I want to see how much of a kagome tight-binding Hamiltonian two energy distribution curves can fix once peak areas are used along with peak positions. The setting is the Co kagome layer of CoSn, with $a\approx5.28$~\AA\ as an approximate input.

\paragraph{Matrix element.}
Take $\psi_{\mathbf k}=N^{-1/2}\sum_{\mathbf R,j}e^{i\mathbf k\cdot\mathbf R}c_j\,\phi_j(\mathbf r-\mathbf R-\boldsymbol\tau_j)$ and a plane-wave final state $\mathbf k_f$. The operator $\mathbf A\cdot\mathbf p$ acts to the left on the plane wave, and the lattice sum forces $\mathbf k_{f\parallel}=\mathbf k+\mathbf G$:
\begin{equation}
M\propto(\mathbf A\cdot\mathbf k_f)\sum_j c_j\,e^{-i\mathbf k_f\cdot\boldsymbol\tau_j}\,\tilde\phi_j(\mathbf k_f),
\end{equation}
with $\tilde\phi_j$ the Fourier transform of the orbital about its own site. The numbers $b_j=c_je^{-i\mathbf k_f\cdot\boldsymbol\tau_j}$ form the eigenvector of the Hamiltonian written with bond phases, $H_{ij}=\sum h_{ij}\,e^{i\mathbf k_f\cdot\boldsymbol\delta_{ij}}$ ($h_{ij}$ the hopping element along the bond $\boldsymbol\delta_{ij}$ from $i$ to $j$), evaluated at the unreduced $\mathbf k_f$. For equal form factors, $I\propto|\sum_jb_j|^2$. A honeycomb $\pi$ band has $b=(1,\pm e^{-i\arg f})/\sqrt2$ with $f=\sum e^{i\mathbf k_f\cdot\boldsymbol\delta}$, which gives $1\pm\cos(\arg f)$ and the dark corridor. A symmetric bilayer has $b=(e^{-ik_zd/2},\pm e^{ik_zd/2})/\sqrt2$, which gives $\cos^2$ and $\sin^2$ of $k_zd/2$. In both cases the size of the hopping drops out. With three sites it stays in.

\paragraph{Model.}
I place one real $d_{z^2}$-like orbital on each site, at $\boldsymbol\tau_A=0$, $\boldsymbol\tau_B=\mathbf d_1=\frac a2(1,0)$, $\boldsymbol\tau_C=\mathbf d_2=\frac a2(\frac12,\frac{\sqrt3}2)$, with $\mathbf d_3=\mathbf d_2-\mathbf d_1$. The unknowns are the site energy $E_0$ and the first- and second-neighbour hoppings $-t_1$, $-t_2$. The second-neighbour bonds are $\pm(\mathbf d_2+\mathbf d_3)$ for AB, $\pm(\mathbf d_1-\mathbf d_3)$ for AC and $\pm(\mathbf d_1+\mathbf d_2)$ for BC. On the line $\Gamma$M$\Gamma'$, $\mathbf k=(0,k)$, I set $\theta=\sqrt3ka/4$, so M lies at $\theta=\pi/2$ and $\Gamma'$ at $\theta=\pi$. Then
\begin{equation}
H_{AB}=-2t_1-2t_2\cos2\theta,\qquad H_{AC}=H_{BC}=-2(t_1+t_2)\cos\theta .
\end{equation}
The mirror $x=a/4$ swaps A and B. The odd state $|o\rangle=(A-B)/\sqrt2$ has energy $E_o=E_0+2t_1+2t_2\cos2\theta$. It is the near-flat band, and it is dark along the whole line when $\mathbf A$ lies in the mirror plane. In the even basis $|e\rangle=(A+B)/\sqrt2$, $|C\rangle$, at $\theta=\pi/3$,
\begin{equation}
\begin{pmatrix}E_0-2t_1+t_2&-\sqrt2(t_1+t_2)\\-\sqrt2(t_1+t_2)&E_0\end{pmatrix}
=\bar E-R\begin{pmatrix}\cos2\psi&\sin2\psi\\ \sin2\psi&-\cos2\psi\end{pmatrix}.
\end{equation}
This defines $E_\pm=\bar E\pm R$ with $R>0$, $|-\rangle=(\cos\psi,\sin\psi)$ and $|+\rangle=(-\sin\psi,\cos\psi)$. The sum $\sum_jb_j$ is the projection on $(\sqrt2,1)=\sqrt3(\cos\alpha,\sin\alpha)$, with $\tan\alpha=1/\sqrt2$, $\alpha=35.26^\circ$. At $\theta=2\pi/3$, the point $\mathbf G-\mathbf k$ in the second zone, the energies repeat but the off-diagonal element changes sign, so $\psi\to-\psi$. The area ratios $I_+/I_-$ at the two points are
\begin{equation}
r=\tan^2(\alpha-\psi),\qquad r'=\tan^2(\alpha+\psi).
\end{equation}
The crystal has one kagome layer per cell, so no $k_z$ interference factor appears. Direct hopping between kagome layers renormalises the parameters through $\cos k_zc$. I assume the photon energy is adjusted to keep $k_z$ fixed, and what I infer belongs to that $k_z$.

\paragraph{Data.}
These values are made for the exercise from the model above and rounded, and the uncertainties are assigned as independent standard deviations. Energies are relative to $E_F$.
\begin{center}
\begin{tabular}{lll}
quantity & $k$ (\AA$^{-1}$) & value\\
$E_-$ & 0.458 and 0.916 & $-1.12\pm0.01$ eV\\
$E_+$ & 0.458 and 0.916 & $-0.45\pm0.01$ eV\\
$r$ & 0.458 & $0.009\pm0.004$\\
$r'$ & 0.916 & $4.7\pm0.3$
\end{tabular}
\end{center}
The prefactor cancels in each ratio to good accuracy. At a typical kinetic energy of 100~eV, $|\mathbf k_f|=5.12$~\AA$^{-1}$ differs by 0.3\% between the two peaks, and the outer point lies $10^\circ$ from the normal, far from the $d_{z^2}$ node at $54.7^\circ$. I assume equal quasiparticle weights for the two peaks.

\paragraph{Inversion.}
The energies give $\bar E=-0.785$~eV and $R=0.335$~eV and leave $\psi$ free, so positions alone allow a one-parameter family. Matching elements in the even block gives $t_1+t_2=R\sin2\psi/\sqrt2$, $2t_1-t_2=2R\cos2\psi$ and $E_0=\bar E+R\cos2\psi$. I take $\psi$ from $r'$, where both peaks are strong. With $\chi=\arctan\sqrt{r'}=65.24^\circ$, the solutions are $\psi=\pm\chi-\alpha$ modulo $180^\circ$. Let
\begin{equation}
C=\cos2\chi=\frac{1-r'}{1+r'}=-0.6491,\qquad S=\sin2\chi=\frac{2\sqrt{r'}}{1+r'}=0.7607 .
\end{equation}
Using $\cos2\alpha=1/3$ and $\sin2\alpha=2\sqrt2/3$, I get $\cos2\psi=(C\pm2\sqrt2S)/3$ and $\sin2\psi=(\pm S-2\sqrt2C)/3$, and so
\begin{equation}
t_1=\pm\frac{RS}{\sqrt2},\qquad t_2=\frac R3\left(-2C\mp\sqrt2S\right),\qquad E_0=\bar E+\frac R3\left(C\pm2\sqrt2S\right).
\end{equation}
\begin{center}
\begin{tabular}{lrrrrr}
branch & $\psi$ & $t_1$ (eV) & $t_2$ (eV) & $E_0$ (eV) & implied $r$\\
upper sign & $29.97^\circ$ & 0.180 & 0.025 & $-0.617$ & 0.009\\
lower sign & $79.50^\circ$ & $-0.180$ & 0.265 & $-1.098$ & 0.95
\end{tabular}
\end{center}
Both rows reproduce $E_\pm$ and $r'$. As an arithmetic check, the intensity-weighted centroid equals $\frac13\sum_{ij}H_{ij}$, which is $E_0+2t_2$ at $\theta=2\pi/3$. The data give $(E_-+r'E_+)/(1+r')=-0.568$~eV, as do both rows. The ambiguity arises because an intensity loses the sign of the amplitude. The first-zone curve removes it: the lower sign needs two peaks of almost equal area, whereas the upper band is nearly extinguished. That the upper sign then returns $r=0.009$ only reflects how the data were made.

\paragraph{Propagation of errors.}
$\bar E$ and $R$ are uncorrelated, with 7.1~meV each, and $\sigma_\chi=\sigma_{r'}/[2\sqrt{r'}(1+r')]=0.0121$~rad. The $\chi$ derivatives on the accepted branch are $\sqrt2RC$ for $t_1$, $\frac R3(4S-2\sqrt2C)=0.545$~eV/rad for $t_2$, and $-2R\sin2\psi$ for $E_0$. The contributions in meV are:
\begin{center}
\begin{tabular}{lrrrr}
 & $\bar E$ & $R$ & $r'$ & total\\
$t_1$ & -- & 3.8 & 3.7 & 5.3\\
$t_2$ & -- & 0.5 & 6.6 & 6.6\\
$E_0$ & 7.1 & 3.5 & 7.0 & 10.6
\end{tabular}
\end{center}
The result is $t_1=180\pm5$~meV, $t_2=25\pm7$~meV and $E_0=-617\pm11$~meV. The small $t_2$ is a difference of two large terms and rests almost wholly on the area ratio. The band I never see on this line follows as well: $E_o=E_0+2t_1-t_2=\bar E+3R\cos2\psi=-0.282\pm0.025$~eV at these points, with a fall of $4t_2=0.10\pm0.03$~eV from $\Gamma$ to M.

\paragraph{Neglected terms.}
Spin--orbit coupling enters as an imaginary first-neighbour hopping, $V_{AB}=2i\lambda\cos(\mathbf k\cdot\mathbf d_1)$, $V_{BC}=2i\lambda\cos(\mathbf k\cdot\mathbf d_3)$, $V_{CA}=2i\lambda\cos(\mathbf k\cdot\mathbf d_2)$ for one spin and $-\lambda$ for the other. On this line it has no elements inside the even block, and at $\theta=\pi/3$ it gives $|\langle o|V|+\rangle|=\lambda(2\sin\psi+\sqrt2\cos\psi)$. For a typical $\lambda=10$~meV, which splits the doublet at $\Gamma$ by $4\sqrt3\lambda=69$~meV, this is 22~meV across $E_o-E_+=168$~meV. The full $3\times3$ matrix then has $E_+$ lower by 3~meV and $r'$ lower by 2\%, about 0.1. Each is roughly a third of the assigned uncertainty, and both grow as $\lambda^2$.

The form factor matters more. The Co site is not axially symmetric, and the effective orbital is rotated from site to site. The mirror enforces $\tilde\phi_A=\tilde\phi_B$ on this line, and inversion at the site makes the transforms real, but $\eta=\tilde\phi_C/\tilde\phi_A$ need not be 1. Then $\tan\alpha=\eta/\sqrt2$ and $d\alpha/d\eta=0.471$ at $\eta=1$. Since $\psi=\chi-\alpha$, a change $\delta\eta=0.05$ moves $t_2$ by $-13$~meV, half its value. A final state that departs from a plane wave can disturb the relative amplitudes in the same way, and its size cannot be estimated inside this model.

If $\eta$ is the same at both points, I can treat it as a fourth unknown. With $\chi_1=\arctan\sqrt r=5.42^\circ$, the equations $\alpha+\psi=\chi$ and $\alpha-\psi=\pm\chi_1$ have two solutions. The plus sign gives $\alpha=35.33^\circ$ and $\eta=1.00\pm0.03$, which leaves the result above in place. The minus sign exchanges the roles of the angles: $\alpha=29.91^\circ$, $\psi=35.33^\circ$, $\eta=0.81$, $t_1=148$~meV, $t_2=75$~meV. All four data fit this equally well, so uniqueness holds only while I trust $\eta\approx1$. One more peak separation would decide. At M the even block is diagonal, and the two bright bands are $2|t_1-t_2|$ apart, which is 0.311~eV for my solution and 0.147~eV for the exchanged one.

What the two curves determine, given $\eta$, is the three elements $H_{ee}$, $H_{eC}$ and $H_{CC}$ at one $\theta$. Reading them as $E_0$, $t_1$ and $t_2$ presumes that hopping stops at second neighbours. A third-neighbour term links sites of the same sublattice, shifts $H_{ee}-H_{CC}$, and would be absorbed into $2t_1-t_2$ until the inversion is repeated at another $\theta$.